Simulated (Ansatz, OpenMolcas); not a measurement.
**Errors in the dipole moment**

6 molecules with halogens; the dipole moment in D, computed less measured. Shapes, held fixed at every level: PBE0-D4/def2-TZVP. No vibrational averaging. Dipoles are compared by magnitude; molecules under 1 D, whose direction can flip, are left out. Programs: Ansatz 0.2.0, OpenMolcas 26.06. Measured values: NIST CCCBDB.

Levels: A = SVWN5/aug-cc-pVDZ; B = BLYP/aug-cc-pVDZ; C = PBE-D4/def2-TZVPP; D = B3LYP/6-31G* (spherical functions).

```json
{"molecule": "CH2ClF (chlorofluoromethane)", "measured": "1.82", "A": "-0.06", "B": "-0.08", "C": "-0.14", "D": "+0.03"}
{"molecule": "CH2F2 (difluoromethane)", "measured": "1.97", "A": "-0.14", "B": "-0.16", "C": "-0.25", "D": "-0.28"}
{"molecule": "CHBrF2 (bromodifluoromethane)", "measured": "1.50", "A": "-0.16", "B": "-0.18", "C": "-0.22", "D": "-0.11"}
{"molecule": "SiH3Cl (SMILES [SiH3]Cl)", "measured": "1.31", "A": "+0.05", "B": "-0.01", "C": "-0.15", "D": "+0.37"}
{"molecule": "C2H2F2 (vinylidene fluoride)", "measured": "1.38", "A": "-0.23", "B": "-0.26", "C": "-0.39", "D": "-0.43"}
{"molecule": "C2H5F (SMILES CCF)", "measured": "1.96", "A": "-0.08", "B": "-0.11", "C": "-0.21", "D": "-0.26"}
```

**Question.** Sum up the errors.

**Answer.** 
```json
{"level": "SVWN5/aug-cc-pVDZ", "kind": "LDA", "mean error": "-0.103", "mean absolute error": "0.120", "worst case": "C2H2F2"}
{"level": "BLYP/aug-cc-pVDZ", "kind": "GGA", "mean error": "-0.133", "mean absolute error": "0.133", "worst case": "C2H2F2"}
{"level": "PBE-D4/def2-TZVPP", "kind": "GGA", "mean error": "-0.227", "mean absolute error": "0.227", "worst case": "C2H2F2"}
{"level": "B3LYP/6-31G* (spherical functions)", "kind": "global hybrid", "mean error": "-0.113", "mean absolute error": "0.247", "worst case": "C2H2F2"}
```

On this set SVWN5/aug-cc-pVDZ has the smallest mean absolute error and B3LYP/6-31G* (spherical functions) the largest. SVWN5/aug-cc-pVDZ is too low in 5 of 6; BLYP/aug-cc-pVDZ is too low in 6 of 6; PBE-D4/def2-TZVPP is too low in 6 of 6; B3LYP/6-31G* (spherical functions) is too low in 4 of 6. The smallest two are near a tie. The largest two are near a tie. Relativity is left out for Br. The set is small.

The small mean error of B3LYP/6-31G* comes from cancellation: a dipole far too large in SiH3Cl offsets values well too small in the molecules whose only halogen is fluorine. Against PBE-D4/def2-TZVPP, it gives a lower dipole in all three of those molecules and a higher one in all three that contain chlorine or bromine. This split probably reflects the small basis, which has no diffuse functions for the compact, electron-rich fluorine and too little polarisation flexibility for the softer density around silicon and the heavier halogens.

Vinylidene fluoride is the worst case throughout. There, fluorine lone pairs donate into the π system and oppose the σ polarity of the C–F bonds, so the net dipole depends on a delicate balance; too much back-donation would lower it, as seen here.

B3LYP usually gives better dipoles than local or semilocal functionals when the basis is adequate, so its poor showing shouldn't be read as a failure of hybrid exchange. Only SVWN5 and BLYP share a basis, and between them the gradient correction lowers every dipole slightly.
